Why a swelling crystal loses its gap steadily but its energy turns round

The band gap of a solid is the energy difference between its highest filled and its lowest empty electron level. Here it was computed for Cs₂LiYCl₆, a cubic ionic chloride, with the r2SCAN density functional in six cells of different volume. From one cell to the next the whole crystal is scaled almost uniformly, so all distances grow in the same proportion. The pressure is the one that would hold the crystal at the chosen volume, positive when it must be squeezed and negative when it must be pulled apart.

Cs₂LiYCl₆ (space group Fm-3m, 10-atom cells), computed with Ansatz 0.2.0 using r2SCAN, plane waves with a 500 eV cutoff and generated PAW datasets, scalar-relativistic and without spin polarization. All rows are single points on unrelaxed cells; pressure is positive in compression.

```
cell  volume (Å³/atom)  shortest distance at Cs (Å)  pressure (GPa)  band gap on the mesh (0: none) (eV)  Bader charge of Cs (e)  k-mesh  largest force (eV/Å)  formation energy (eV/atom)
   1             27.98                        3.671             1.2                                 5.54                    0.88   5x5x5                  0.25                      -2.463
   2             28.66                        3.700             0.4                                 5.50                    0.88   4x4x4                  0.11                      -2.467
   3             28.75                        3.704             0.3                                 5.50                    0.88   4x4x4                  0.09                      -2.467
   4             29.48                        3.735            -0.5                                 5.45                    0.88   4x4x4                  0.05                      -2.466
   5             30.01                        3.758            -1.0                                 5.42                    0.89   4x4x4                  0.14                      -2.463
   6             30.24                        3.767            -1.2                                 5.41                    0.89   4x4x4                  0.18                      -2.462
```

Two kinds of behaviour stand side by side in the table. The gap falls at every step, by 0.13 eV in all while the volume grows by 8 %; between cells 2 and 3, which are almost equal in volume, the fall is too small for the printed digits. The formation energy, in contrast, first goes down and then up, and so does the largest force on an atom. The difference lies in what the quantities measure: energy and force record a balance between opposing pushes and pulls, which can tip over, whereas the gap records the distance between two levels, which has no reason to turn where the crystal is at rest.

The balance of the whole crystal

Cells 2 and 5 lie on opposite sides of this balance. In cell 2 the pressure is +0.4 GPa: the ions are slightly too close, and the crystal would expand if it were let go. In cell 5 it is −1.0 GPa, and the crystal would contract. Interpolation between cells 3 and 4 puts the point of zero pressure at 29.0 Å³ per atom.

Such a resting point exists because attraction and repulsion depend on distance in different ways. The Coulomb attraction between ions of opposite charge falls slowly as they move apart. The repulsion between their closed electron shells needs overlap, and overlap dies away much faster. Squeezing therefore strengthens the repulsion more than the attraction, and stretching leaves the attraction in command.

Pressure and energy are tied together by mechanical work. For a small step from volume V₁ to volume V₂, with P the mean pressure of the two cells, the energy E per atom changes by

E(V₂) − E(V₁) ≈ −P (V₂ − V₁).

From cell 4 to cell 5 the mean pressure is −0.75 GPa and the volume grows by 0.53 Å³ per atom. Since 1 eV/Å³ equals 160 GPa, the estimate is

0.75 × 0.53 / 160 eV ≈ 0.0025 eV, or 2.5 meV per atom.

The directly computed energies rise by 2.6 meV per atom over the same step. The agreement is no discovery about bonding, because pressure is by definition the slope of energy against volume. It does show that the six cells form one consistent series, although cell 1 has a denser k-mesh than the others. The output printed after this section repeats the comparison for every step.

The same contrast between steep repulsion and gentle attraction explains why the crystal softens as it swells. Its bulk modulus, the pressure needed per relative change of volume, is about 35 GPa between cells 1 and 3 but only 28 GPa between cells 4 and 6. In the wider cells the shells overlap less, and the steep part of the interaction contributes less stiffness. These values hold for atoms kept at fixed fractional positions; a crystal free to rearrange its chloride ions would yield more easily.

The balance of a single chloride ion

The largest force falls from 0.25 eV/Å in cell 1 to 0.05 in cell 4 and then climbs again. This looks irregular only because the column gives the size of the force without its direction. Each chloride ion sits between an yttrium and a lithium ion, at nearly equal distances from both. In cell 2 it is pushed away from yttrium with 0.11 eV/Å; in cell 5 it is pulled towards yttrium with 0.14 eV/Å. With its direction included, the force does not bounce but passes through zero.

The reason is that the two contacts are not equally stiff. Yttrium carries a formal charge of +3 and lithium only +1, so yttrium attracts chloride more strongly. Where the chloride is at rest, a stronger repulsion from yttrium must hold that extra attraction in check. When the cell shrinks, the repulsion grows faster than the attraction, and the chloride is pushed away from yttrium. When the cell swells, the repulsion fades faster, and the pull of yttrium gains the upper hand. An ion between a stiff and a soft neighbour thus tries to keep its distance from the stiff one and leaves the soft contact to take up the strain.

This has a consequence for the gap. In these six cells the Y–Cl distance grows in step with the cell, whereas in a crystal free to relax it would change less. The computed fall of the gap therefore belongs to uniform scaling, and a real crystal under pressure may follow a different slope.

Why the gap keeps falling

In an ionic chloride the filled levels next to the gap are expected to belong mainly to the 3p shell of chloride, and the lowest empty ones to the metal ions. The argument here rests on that standard picture. Lifting an electron across the gap then means moving it from an anion towards a cation. What counts is how strongly the surroundings favour an electron on chloride over one on a metal ion.

The first contribution is electrostatic. A chloride ion is surrounded by positive ions, which lower the energy of an electron sitting on it. A metal ion is surrounded by negative ones, which raise the energy of an electron there. Both effects, together called the Madelung potential, push the filled and empty levels apart, and for fixed ionic charges both weaken in inverse proportion to distance when the crystal is scaled. The computed Bader charges do grow as the crystal swells, but by less than 1 % from cell 2 to cell 5, while the distances grow by about 1.5 %. This offsets part of the weakening, not all of it. Swelling therefore still tends to bring the levels closer together.

The second contribution is covalent. Filled chloride orbitals mix with empty metal orbitals, and mixing always drives two levels apart: the lower one sinks and the upper one rises. It needs overlap, so it fades as the ions separate. The calculation agrees with this for yttrium. A projection onto its 4d orbitals, which are empty in a free Y³⁺ ion, finds 1.66 electrons in cell 2 and 1.60 in cell 5. Part of this count is merely chloride density that reaches into the region of the 4d orbitals, but a fall is what weaker mixing should bring. The population sums over all filled levels, however, so it does not tell how much the levels right at the gap take part.

A third contribution works the other way. Neighbouring chloride ions also overlap with one another, which spreads their 3p levels into a band and lifts its upper edge towards the empty levels. Swelling narrows the band, lowers that edge and so tends to open the gap. The computed gap contains only the sum of these and any other effects, not their separate sizes. In this picture, its steady fall means that the closing effects outweigh the opening one in all six cells.

The fall also becomes steeper. Between cells 1 and 3 the gap loses about 15 meV for each per cent of added volume; between cells 4 and 6 it loses about 19 meV. A plausible reason, not tested here, is that the opposing effect of the band width depends on overlap and fades quickly, while the electrostatic effect fades slowly. The wider the crystal, the less would then stand against the closing of the gap. The covalent effect fades quickly too, which works against this, so the balance between them remains open.

What the numbers mean in practice

At the volume of zero pressure the interpolated gap is 5.48 eV. With the fractional positions held fixed, changing the volume by one per cent takes roughly 0.3 GPa, three thousand times atmospheric pressure, and moves the gap by less than 0.02 eV. Within this uniform scaling, moderate pressure is thus a weak handle on the gap. The slope deserves more trust than the absolute value, because r2SCAN usually makes the gaps of such wide-gap halides too small.

The charge of caesium hardly changes meanwhile. The table prints 0.88 e for the first four cells and 0.89 e for the last two, which looks like a step. With more digits the charge rises by only 0.006 e from cell 2 to cell 5, so a slow drift has merely crossed a rounding boundary.

Output of the analysis:

```
volume increase from cell 1 to 6 (%): 8.077
increase of the shortest distance at Cs from cell 1 to 6 (%): 2.615
change of the gap from cell 1 to 6 (eV): -0.1314
change of the gap from cell 1 to 6 (%): -2.374
gap change per 1 % of volume, cells 1 to 6 (meV): -16.92
gap change per 1 % of volume, cells 1 to 3 (meV): -14.79
gap change per 1 % of volume, cells 4 to 6 (meV): -19.15
volume at zero pressure, interpolated (cubic angstrom an atom): 29
gap at zero pressure, interpolated (eV): 5.482
bulk modulus at fixed fractional positions, cells 1 to 3 (GPa): 35.44
bulk modulus at fixed fractional positions, cells 4 to 6 (GPa): 28.35
spread of the energies over the series (meV an atom): 4.91
energy step from the cell before, in meV an atom:
  row  computed  from_pressure
    2     -3.35         -3.401
    3     -0.18        -0.1799
    4      0.63         0.5841
    5      2.64           2.59
    6      1.64          1.642
largest miss of the steps from pressure (meV an atom): 0.05093
volume where the force on Cl vanishes, interpolated (cubic angstrom an atom): 29.24
force on Cl left at zero pressure, away from Y (eV/angstrom): 0.04461
stretch of Y-Cl from cell 2 to 5 (angstrom): 0.0406
change of the Y 4d population from cell 2 to 5 (electrons): -0.061
change of the Bader charge of Y from cell 2 to 5 (e): 0.01672
change of the Bader charge of Cs from cell 2 to 5 (e): 0.00609
```
